### Layers of SnSe that move apart and together

The crystal in this table is a stack of SnSe layers, each two atomic planes thick. One vibration of the stack has been frozen in by displacing every atom along the stacking direction $c$ by the same distance, the amplitude $x$, up in one layer and down in the next. The calculated cell of 8 atoms is two conventional cells tall along $c$ and holds two layers. It keeps its size, and the energy change is counted from the undisturbed cell. The level of theory is r2SCAN, a density functional without long-range dispersion.

A vibration of layered SnSe (P4/nmm) frozen in at growing amplitude in a fixed 8-atom cell, a = 4.286, c = 21.98 Å. Ansatz 0.2.0, r2SCAN with PAW, scalar-relativistic, no spin polarisation, 500 eV cutoff, Gamma-centred 6×6×2 k mesh, Gaussian smearing of 0.05 eV. Energies are free energies relative to the undisturbed cell; pressure is positive in compression.

```
amplitude (Å of the largest displacement)  energy change (meV a cell)  force along mode (eV/Å)  pressure (GPa)  gap on mesh (eV)
                                     -0.4                        -0.4                   -0.002           -0.02             1.749
                                     -0.2                        -0.1                   -0.001           -0.02             1.761
                                        0                         0.0                    0.000           -0.02             1.765
                                      0.1                         0.0                    0.000           -0.02             1.764
                                      0.3                        -0.2                    0.001           -0.02             1.756
                                     0.35                        -0.3                    0.002           -0.02             1.753
```

### 1. Does a displacement of 0.1 Å really cost nothing?

The printed zero is a matter of rounding. With more digits the same calculation gives −0.019 meV a cell at 0.1 Å and −0.078 meV at 0.2 Å. The energy therefore falls at every displacement in the table, and the undisturbed cell is the top of a very flat hill. The sign of the amplitude only decides which neighbour a layer approaches, so the row at −0.2 also stands for +0.2.

### 2. Which distances change?

The atoms of one layer move together, so no bond inside a layer is stretched, and the shortest Sn–Se distance stays at 2.68 Å in every row. What changes is the empty space between layers, about 8 Å wide at the start. At an amplitude of 0.4 Å one space narrows by 0.8 Å and the next widens by as much. The layers draw together in pairs.

### 3. Why does pairing lower the energy?

Let $V(g)$ be the energy of two neighbouring layers separated by a space $g$. The cell holds two such spaces, so the energy change is

$$\Delta E = V(g+2x)+V(g-2x)-2V(g)\approx 4V''(g)\,x^2 .$$

The linear terms cancel, and the curvature $V''$ decides. Near the best spacing $V$ has a minimum, $V''$ is positive and equal spaces are stable. Far out, the attraction fades with distance and $V''$ is negative: the narrowed space gains more than the widened one loses.

The table shows the negative curvature; its cause is argued from the wide spacing. A repulsion that fades with distance would curve the other way, so an attraction is the likely source. Since r2SCAN lacks long-range dispersion, two short-ranged sources are expected: the faint overlap of the layers' electron clouds, and the electric pull between Sn and Se atoms that face each other across the space. Both die away steeply with distance, and the table cannot separate them. The undisturbed cell is also under a slight tension along $c$, but that proves little, because small forces remain on the atoms within each layer and can cause a similar stress. The growth of this tension says more. At 0.4 Å it is 14 % larger, and since the layers move rigidly, the increase comes from the spaces between them. A fading repulsion would have lowered the tension. A scan of the length $c$ would test the explanation further, and there is none here.

### 4. How large should the fall be?

The vibration has a calculated wavenumber of 1.1i cm⁻¹, where the i marks a negative curvature. For a harmonic motion $\Delta E=\tfrac12 M\omega^2x^2$, with $\omega$ the angular frequency. Since all atoms move equally far, $M$ is the mass of the whole cell, 790.7 atomic mass units or $1.3\times10^{-24}$ kg. With $\omega^2=-4.4\times10^{22}$ s⁻², the factor $\tfrac12M\omega^2$ comes to −1.79 meV/Å².

At 0.4 Å this gives $-1.79\times0.4^2=-0.29$ meV, whereas the full calculation gives −0.36 meV. The estimate is too small by about a fifth of the calculated fall, but at 0.1 Å by only a twentieth. It confirms that energies and wavenumber describe the same curvature to within about 5 %; it does not identify the cause. The printed output after this text compares the estimate with each row.

### 5. Is this the start of a double well?

In the usual double well a positive $x^4$ term soon slows the fall and turns the energy upwards. Here, doubling the amplitude from 0.2 to 0.4 Å multiplies the fall by 4.6, where a purely harmonic hill would give 4. The correction thus speeds the fall up, as expected of an attraction that strengthens ever more steeply while a space narrows. Layers pushed into contact must finally repel each other, so a minimum has to exist, but it lies outside the table, and its depth and position remain unknown.

### 6. What would lighter atoms change?

The energy of a frozen displacement contains no mass, so on the same energy curve every entry in the energy column would stay as it is. The wavenumber would change, because it scales as $1/\sqrt{M}$. Giving selenium the mass of sulfur would make the imaginary wavenumber about 15 % larger in size. Real sulfur would also alter the attraction between the layers, and mass alone does not give that part.

### 7. What can be trusted, and for what use?

The smooth growth of the fall supports its sign and about two digits within this one setup. A finer k mesh or a higher cutoff was not tried. The spacing matters more. With $V''$ negative, the cell cannot sit at a minimum of the energy in $c$ either, so the relaxation has probably stopped where the pull between the layers was too weak to move them. Dispersion, which the functional lacks, is expected to matter too. At this fixed spacing it would add attraction and make $V''$ more negative, but it would also favour a shorter $c$, and near the best spacing the instability should vanish.

For anyone screening crystals by their vibrations, the imaginary wavenumber is here a message about the stacking of the model cell. It gives no sign of weak bonds within the SnSe layer. The first thing to check is the distance between the layers.

Output of the analysis:

```
Energy change and harmonic estimate from the wavenumber:
   row  'finer energy change (meV a cell)'  'harmonic estimate (meV a cell)'  'gap change (meV)'
  -0.4                             -0.3555                           -0.2863              -16.44
  -0.2                            -0.07807                          -0.07156              -4.045
   0.0                                   0                                 0                   0
   0.1                            -0.01886                          -0.01789              -1.007
   0.3                             -0.1856                            -0.161              -9.153
  0.35                             -0.2616                           -0.2192              -12.52
Harmonic coefficient from the wavenumber (meV/Å² a cell): -1.789
Energy change over amplitude squared at 0.1 Å (meV/Å²): -1.886
Energy change over amplitude squared at 0.4 Å (meV/Å²): -2.222
Energy change at 0.4 Å over that at 0.2 Å (4 if harmonic): 4.553
Gap change at 0.4 Å over that at 0.2 Å (4 if quadratic): 4.065
Force from the energy slope between 0.30 and 0.35 Å (eV/Å): 0.001521
Distance to the four neighbours in a flat plane (Å): 3.031
Empty space between layers, upper bound for flat planes (Å): 8.31
Change of each gap between layers at 0.4 Å (Å, one narrower and one wider): 0.8
Energy gain at 0.4 Å per layer and area (meV/Å²): 0.009676
Tension along c in the undisturbed cell (GPa): 0.0102
Growth of that tension at 0.4 Å (percent): 14.15
Moving mass in the cell (amu): 790.7
Factor on the wavenumber if Se had the mass of S on the same energy curve: 1.145
```
